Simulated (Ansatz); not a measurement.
# TaN: energy above lowest point against volume scale

Results calculated with Ansatz 0.2.0, not measured. Free energy against uniform scaling of the volume at fixed shape and fractions; periodic cell, basis, potentials, k mesh and filling as listed.

The cell before it is scaled or strained (space group P-6m2, No. 187):
```
cell vectors (Å)
   2.9380     0.0000     0.0000
  -1.4690     2.5444     0.0000
   0.0000     0.0000     2.8830
atoms (fractions of the cell vectors)
Ta  0.33333  0.66667  0.50000
N   0.00000  0.00000  0.00000
```

Settings of every row: functional PBEsol; dispersion none; potentials PAW; wave cutoff 500 eV; density cutoff 2000 eV; k mesh 9x9x8; k shift 0x0x0; occupations cold; smearing width 0.1 eV; spin none.

Limits: coarse k mesh, up to 40 meV an atom off; no spin-orbit coupling, which can matter with elements this heavy.

| row | volume scale | V (Å³/atom) | energy above lowest point (meV/atom) |
| --- | --- | --- | --- |
| 1 | 0.92 | 9.914 | 59.5 |
| 2 | 0.9467 | 10.202 | 18.8 |
| 3 | 0.9733 | 10.488 | 0 |
| 4 | 1 | 10.776 | ? |
| 5 | 1.0267 | 11.064 | 16.7 |
| 6 | 1.0533 | 11.35 | 47.4 |
| 7 | 1.08 | 11.638 | 90.4 |

Question: what energy above lowest point should row 4 give?

Worked fit of energy above lowest point. Take u = (V_r/V)^(2/3) − 1 with V_r = 10.776 Å³ an atom, which is twice the finite (Eulerian) strain; such expansions in the strain, on which the Birch-Murnaghan equation of state is built, carry the rest volume and the bulk modulus. The shown rows have u = 0.05716, 0.03717, 0.01822, -0.01743, -0.03401, -0.05001. Least squares give energy above lowest point = 0.15 − 491 × u + 26501 × u² + 4516 × u³ meV/atom; a parabola predicts inner rows, each left out in turn, worse (root mean square 0.25 against 0.1 meV/atom). The rows lie off it by 0.0, 0.1, 0.0, 0.0, 0.1, 0.0. Its lowest point lies at u = 0.0092, or V = 10.63 Å³ an atom, and the curvature there gives the bulk modulus at fixed shape and fractions, B = (4/9)(1 + u)² E″(u)/V = 363 GPa. Letting shape and atoms relax would as a rule lower it, by much in layered, chain or molecular crystals. The withheld row has u = 0, so the fit gives 0.15 − 491 × (0) + 26501 × (0)² + 4516 × (0)³ = 0.1 meV/atom.

The calculation gave 0.1 meV/atom. The fit meets it to the printed digit.
